**Hand estimate of 4d5p → 4d² electric-dipole lines in Ru⁶⁺**

The table holds reduced elements with and without core polarisation, wavelengths, rates and weighted oscillator strengths from CI+MBPT with Breit and QED, in length form with static RPA. The program tests the sum rule $\sum S=(2J+1)C$ with $C=0.8R^2$ fixed from the four lines of lower 3F4, pure LS fractions for single lines, one common wavelength and one core-polarisation factor. The lines from 3F2 and 3F3 reach $C=0.387$ within 1%, the 3P0 sum is 6% below it, and two lines between levels alone in their $J$ are reproduced within 1.3% in amplitude. Single lines taken by LS label often fail: 14 of 36 are forbidden by label and three allowed amplitudes are off by a factor of three. Core polarisation acts as a factor of 0.934 (worst error 2.9%) and not as a constant shift (worst error 18%).

Calculated values. Electric-dipole lines of Ru6+ (two electrons outside a closed [Ar] 3d10 4s2 4p6 core) from B-spline many-body code 1: CI+MBPT in the frozen-core Dirac-Hartree-Fock potential, with screened core-valence correlation, Breit, QED and a nuclear rms radius of 4.4809 fm. Reduced elements are in length form, with core polarisation in static RPA except where marked without.

## Program and output

```python
# Table: E1 lines 4d5p -> 4d2 of Ru6+, B-spline many-body code, CI+MBPT (Breit, QED), length form, static RPA.
# Tested: sum rule S = (2J+1)*C with C = 0.8 R^2, LS fractions, one wavelength, one core-polarisation factor.
T = {
    'line_upper': ['4d5p 1D2', '4d5p 3D1', '4d5p 3D2', '4d5p 3F3', '4d5p 3F2', '4d5p 3D3', '4d5p 3P1', '4d5p 3D2', '4d5p 3F3', '4d5p 3F2', '4d5p 3D3', '4d5p 3F4', '4d5p 3P2', '4d5p 1F3', '4d5p 3F3', '4d5p 3D3', '4d5p 3F4', '4d5p 1F3', '4d5p 1D2', '4d5p 3D2', '4d5p 3F3', '4d5p 3F2', '4d5p 3D3', '4d5p 3P1', '4d5p 3P2', '4d5p 1P1', '4d5p 3D1', '4d5p 3P1', '4d5p 1P1', '4d5p 3D2', '4d5p 3P1', '4d5p 3P0', '4d5p 3P2', '4d5p 1D2', '4d5p 3D2', '4d5p 3F3'],
    'line_lower': ['4d2 3F2', '4d2 3F2', '4d2 3F2', '4d2 3F2', '4d2 3F2', '4d2 3F2', '4d2 3F2', '4d2 3F3', '4d2 3F3', '4d2 3F3', '4d2 3F3', '4d2 3F3', '4d2 3F3', '4d2 3F3', '4d2 3F4', '4d2 3F4', '4d2 3F4', '4d2 3F4', '4d2 1D2', '4d2 1D2', '4d2 1D2', '4d2 1D2', '4d2 1D2', '4d2 1D2', '4d2 1D2', '4d2 1D2', '4d2 3P0', '4d2 3P0', '4d2 3P0', '4d2 3P1', '4d2 3P1', '4d2 3P1', '4d2 3P1', '4d2 3P2', '4d2 3P2', '4d2 3P2'],
    'line_reduced_element': [0.7444, 1.007, 0.4685, 0.2358, 0.234, 0.142, 0.182, 0.9798, 0.9522, 0.8027, 0.2858, 0.2731, 0.193, 0.1422, 0.7967, 1.295, 1.061, 0.2186, 0.6525, 0.5227, 0.2623, 0.6353, 0.2268, 0.5624, 0.3033, 0.4819, 0.3725, 0.4357, 0.1867, 0.5175, 0.4793, 0.535, 0.4922, 0.2335, 0.2127, 0.2647],  # a.u.
    'line_without_core_polarisation': [0.803, 1.081, 0.5036, 0.2553, 0.2533, 0.1523, 0.193, 1.051, 1.025, 0.8579, 0.3078, 0.2937, 0.2044, 0.1503, 0.854, 1.384, 1.139, 0.2312, 0.7015, 0.565, 0.2737, 0.6794, 0.2359, 0.5995, 0.3237, 0.513, 0.3947, 0.4665, 0.1981, 0.5489, 0.5101, 0.5703, 0.5277, 0.2522, 0.2246, 0.2804],  # a.u.
    'line_wavelength': [37.55, 37.25, 36.86, 36.68, 36.6, 36.24, 35.7, 37.25, 37.06, 36.98, 36.62, 36.13, 35.76, 35.54, 37.49, 37.03, 36.53, 35.93, 39.68, 38.91, 38.71, 38.62, 38.22, 37.62, 37.29, 36.43, 39.45, 37.72, 36.52, 39.21, 37.9, 37.78, 37.57, 40.49, 39.69, 39.48],  # nm
    'line_rate': [4241000000.0, 13260000000.0, 1776000000.0, 326100000.0, 452500000.0, 122600000.0, 491600000.0, 7528000000.0, 5155000000.0, 5162000000.0, 481400000.0, 356100000.0, 329900000.0, 130300000.0, 3488000000.0, 9558000000.0, 5200000000.0, 298000000.0, 2761000000.0, 1879000000.0, 343300000.0, 2839000000.0, 266600000.0, 4012000000.0, 718500000.0, 3244000000.0, 1526000000.0, 2389000000.0, 483500000.0, 1801000000.0, 2851000000.0, 10760000000.0, 1852000000.0, 333000000.0, 293400000.0, 329700000.0],  # s⁻¹
    'line_weighted_oscillator_strength': [0.4483, 0.8272, 0.1808, 0.04605, 0.04543, 0.01691, 0.02818, 0.7829, 0.7431, 0.5292, 0.06774, 0.06271, 0.03163, 0.01728, 0.5143, 1.375, 0.9362, 0.04038, 0.3259, 0.2133, 0.05399, 0.3175, 0.04088, 0.2554, 0.07491, 0.1936, 0.1068, 0.1529, 0.029, 0.2075, 0.1841, 0.2302, 0.1959, 0.04092, 0.03464, 0.05392],
}
import numpy as np
from scipy.constants import physical_constants as pc, h, c, alpha
from sympy.physics.wigner import wigner_6j as w6
up = [s.split()[1] for s in T['line_upper']]; lo = [s.split()[1] for s in T['line_lower']]
d, d0, lam, A, gf = (np.array(T[k], float) for k in ['line_reduced_element', 'line_without_core_polarisation',
    'line_wavelength', 'line_rate', 'line_weighted_oscillator_strength'])
q = lambda t: ((int(t[0]) - 1)//2, 'SPDFG'.index(t[1]), int(t[2]))
def ls(a, b):  # S/C for pure LS d2(a) -> dp(b)
    (S, L, J), (s, l, j) = q(a), q(b)
    return float((2*J+1)*(2*j+1)*(2*L+1)*w6(L, J, S, j, l, 1)**2*5*(2*l+1)*w6(l, L, 1, 2, 1, 2)**2) if S == s else 0.0
name = [u + '-' + l for u, l in zip(up, lo)]; g = np.array([2*q(u)[2] + 1 for u in up]); S2 = d**2
k = h*c/pc['Hartree energy'][0]*1e9; kf = 2*k/3; kA = 4/3*alpha**3*k**3/pc['atomic unit of time'][0]
e1 = max(abs(kf*S2/lam/gf - 1).max(), abs(kA*S2/g/lam**3/A - 1).max()); L0 = 37.5
print(f"gf = {kf:.2f} S/lam(nm), A = {kA:.3e} S/(g lam^3) 1/s; identity holds to {100*e1:.2f}% (rounding of S up to 0.1%)")
ef, eA = lam/L0 - 1, (lam/L0)**3 - 1
print(f"lam {lam.min()}-{lam.max()} nm, mean {lam.mean():.2f}; at {L0} nm: gf = {kf/L0:.3f} S, A = {kA/L0**3:.3e} S/g")
print(f"  error of one wavelength: gf {100*ef.min():+.1f} to {100*ef.max():+.1f}%, A {100*eA.min():+.1f} to {100*eA.max():+.1f}%")
r = d/d0; f = (d*d0).sum()/(d0**2).sum(); sh = (d0 - d).mean(); o = np.argsort(r)
print(f"core polarisation factor {f:.4f}, squared {f*f:.3f}; range {r.min():.3f}-{r.max():.3f} (rounding below 0.001)")
print("  lowest " + ", ".join(f"{name[i]} {r[i]:.3f}" for i in o[:2]) + "; highest " + ", ".join(f"{name[i]} {r[i]:.3f}" for i in o[-3:]))
for lab, p in (("factor", f*d0), (f"constant shift {sh:.4f} a.u.", d0 - sh)):
    print(f"  {lab}: rms {np.std(p-d):.4f} a.u., worst {100*abs(p/d-1).max():.1f}%")
allup = sorted(set(up)); U, Lw = np.array(up), np.array(lo); Ju = (g - 1)//2
C = S2[Lw == '3F4'].sum()/9; C0 = (d0**2)[Lw == '3F4'].sum()/9
print(f"C from lower 3F4 = {C:.4f} a.u.^2, R = {(C/.8)**.5:.3f} a.u.; without core polarisation C = {C0:.4f}, R = {(C0/.8)**.5:.3f}")
ns = 7*np.sqrt(pc['Rydberg constant times hc in eV'][0]/94.1484)  # ionisation energy, same run
print(f"order of size: n*(4d) = {ns:.2f}, n*^2/7 = {ns**2/7:.2f} a.u.; summed absorption f = {kf*C/L0:.2f}")
print("lower: sum S/(2J+1), deviation from C, lines listed/allowed by J; then per upper J: table/model (listed/allowed)")
sm = {}
for a in dict.fromkeys(lo):
    J = q(a)[2]; m = Lw == a; al = [b for b in allup if abs(q(b)[2] - J) <= 1 and q(b)[2] + J > 0]
    sm[a] = S2[m].sum()/(2*J + 1)
    print(f"{a}: {sm[a]:.4f}, {100*(sm[a]/C-1):+.1f}%, {m.sum()}/{len(al)}")
    print("    " + "; ".join(f"J'={j} {S2[m & (Ju == j)].sum():.3f}/{C*sum(ls(a, b) for b in al if q(b)[2] == j):.3f}"
          f" ({(m & (Ju == j)).sum()}/{sum(q(b)[2] == j for b in al)})" for j in sorted({q(b)[2] for b in al})))
x = np.array([ls(a, b) for a, b in zip(lo, up)]); dm = np.sqrt(C*x); ok = x > 1e-9; rr = dm/d
print(f"single lines by LS label: {(~ok).sum()} of {len(d)} forbidden, carrying {100*S2[~ok].sum()/S2.sum():.0f}% of listed S")
print(f"  of {ok.sum()} allowed amplitudes: within 5% {(abs(rr[ok]-1) < .05).sum()}, within 20% {(abs(rr[ok]-1) < .2).sum()}, "
      f"within factor 2 {(abs(np.log(rr[ok])) < np.log(2)).sum()}")
w = sorted(np.where(ok)[0], key=lambda i: -abs(np.log(rr[i])))
print("  worst model/table: " + ", ".join(f"{name[i]} {rr[i]:.2f}" for i in w[:4]))
print("  strongest forbidden (a.u.): " + ", ".join(f"{name[i]} {d[i]}" for i in sorted(np.where(~ok)[0], key=lambda i: -d[i])[:4]))
print(f"upper-lower: S/C; d model/table; gf and A model at {L0} nm/table; A error at true lam")
for n in ['3F4-3F3', '3P0-3P1', '3F4-3F4', '3D1-3F2', '3D3-3F4', '3F2-3F2']:
    i = name.index(n); Am = kA*dm[i]**2/g[i]
    print(f"{n}: {x[i]:.4f}; {dm[i]:.3f}/{d[i]} ({100*(rr[i]-1):+.1f}%); {kf*dm[i]**2/L0:.4f}/{gf[i]} ({100*(kf*dm[i]**2/L0/gf[i]-1):+.0f}%); "
          f"{Am/L0**3:.2e}/{A[i]:.2e} ({100*(Am/L0**3/A[i]-1):+.0f}%); {100*(Am/lam[i]**3/A[i]-1):+.0f}%")
print(f"amplitude ratio 1D2-3F2 over 3F2-3F2: {d[name.index('1D2-3F2')]/d[name.index('3F2-3F2')]:.2f}")
E = {up[i]: 1e7/lam[i] + 14298.3 for i in range(len(d)) if lo[i] == '1D2' and Ju[i] == 2}  # 4d2 1D2 energy, same run
print("upper J=2 above 1D2 (1/cm, rounding about 70): " + ", ".join(f"{b} {round(E[b]-E['1D2'], -2):.0f}" for b in E if b != '1D2'))
ec, em = 254336, 266306  # upper 1D2 in CI and CI+MBPT, same run
print(f"upper 1D2 to 3F2: CI {1e7/ec:.2f} nm, CI+MBPT {1e7/em:.2f} nm; energy {100*(em/ec-1):+.1f}%, cubed {100*((em/ec)**3-1):+.0f}%")
assert e1 < 0.003
assert 0.9 < r.min() and r.max() < 1
assert all(abs(sm[a]/C - 1) < 0.03 for a in ('3F2', '3F3')) and sm['3P0'] < C
assert all(abs(rr[name.index(n)] - 1) < 0.03 for n in ('3F4-3F3', '3P0-3P1'))
```

It prints:

```
gf = 30.38 S/lam(nm), A = 2.026e+15 S/(g lam^3) 1/s; identity holds to 0.07% (rounding of S up to 0.1%)
lam 35.54-40.49 nm, mean 37.51; at 37.5 nm: gf = 0.810 S, A = 3.842e+10 S/g
  error of one wavelength: gf -5.2 to +8.0%, A -14.9 to +25.9%
core polarisation factor 0.9336, squared 0.872; range 0.924-0.961 (rounding below 0.001)
  lowest 3F3-3F2 0.924, 3F2-3F2 0.924; highest 3D2-3P2 0.947, 3F3-1D2 0.958, 3D3-1D2 0.961
  factor: rms 0.0030 a.u., worst 2.9%
  constant shift 0.0337 a.u.: rms 0.0224 a.u., worst 18.0%
C from lower 3F4 = 0.3873 a.u.^2, R = 0.696 a.u.; without core polarisation C = 0.4439, R = 0.745
order of size: n*(4d) = 2.66, n*^2/7 = 1.01 a.u.; summed absorption f = 0.31
lower: sum S/(2J+1), deviation from C, lines listed/allowed by J; then per upper J: table/model (listed/allowed)
3F2: 0.3903, +0.8%, 7/10
    J'=1 1.047/1.084 (2/3); J'=2 0.828/0.775 (3/4); J'=3 0.076/0.077 (2/3)
3F3: 0.3893, +0.5%, 7/8
    J'=2 1.642/1.678 (3/4); J'=3 1.009/0.960 (3/3); J'=4 0.075/0.073 (1/1)
3F4: 0.3873, +0.0%, 4/4
    J'=3 2.360/2.396 (3/3); J'=4 1.126/1.089 (1/1)
1D2: 0.3727, -3.8%, 8/10
    J'=1 0.549/0.678 (2/3); J'=2 1.195/1.129 (4/4); J'=3 0.120/0.129 (2/3)
3P0: 0.3634, -6.1%, 3/3
    J'=1 0.363/0.387 (3/3)
3P1: 0.3420, -11.7%, 4/8
    J'=0 0.286/0.290 (1/1); J'=1 0.230/0.290 (1/3); J'=2 0.510/0.581 (2/4)
3P2: 0.0340, -91.2%, 3/10
    J'=1 0.000/0.368 (0/3); J'=2 0.100/1.162 (2/4); J'=3 0.070/0.407 (1/3)
single lines by LS label: 14 of 36 forbidden, carrying 18% of listed S
  of 22 allowed amplitudes: within 5% 6, within 20% 11, within factor 2 19
  worst model/table: 3F2-3F2 3.24, 3F2-3F3 0.33, 3F3-3F4 0.34, 3D3-3F2 0.53
  strongest forbidden (a.u.): 1D2-3F2 0.7444, 3F2-1D2 0.6353, 3P1-1D2 0.5624, 3D2-1D2 0.5227
upper-lower: S/C; d model/table; gf and A model at 37.5 nm/table; A error at true lam
3F4-3F3: 0.1875; 0.269/0.2731 (-1.3%); 0.0588/0.06271 (-6%); 3.10e+08/3.56e+08 (-13%); -3%
3P0-3P1: 0.7500; 0.539/0.535 (+0.7%); 0.2353/0.2302 (+2%); 1.12e+10/1.08e+10 (+4%); +1%
3F4-3F4: 2.8125; 1.044/1.061 (-1.6%); 0.8822/0.9362 (-6%); 4.65e+09/5.20e+09 (-11%); -3%
3D1-3F2: 2.8000; 1.041/1.007 (+3.4%); 0.8783/0.8272 (+6%); 1.39e+10/1.33e+10 (+5%); +7%
3D3-3F4: 6.0000; 1.524/1.295 (+17.7%); 1.8821/1.375 (+37%); 1.28e+10/9.56e+09 (+33%); +39%
3F2-3F2: 1.4815; 0.757/0.234 (+223.7%); 0.4647/0.04543 (+923%); 4.41e+09/4.52e+08 (+874%); +948%
amplitude ratio 1D2-3F2 over 3F2-3F2: 3.18
upper J=2 above 1D2 (1/cm, rounding about 70): 3D2 5000, 3F2 6900, 3P2 16200
upper 1D2 to 3F2: CI 39.32 nm, CI+MBPT 37.55 nm; energy +4.7%, cubed +15%
```
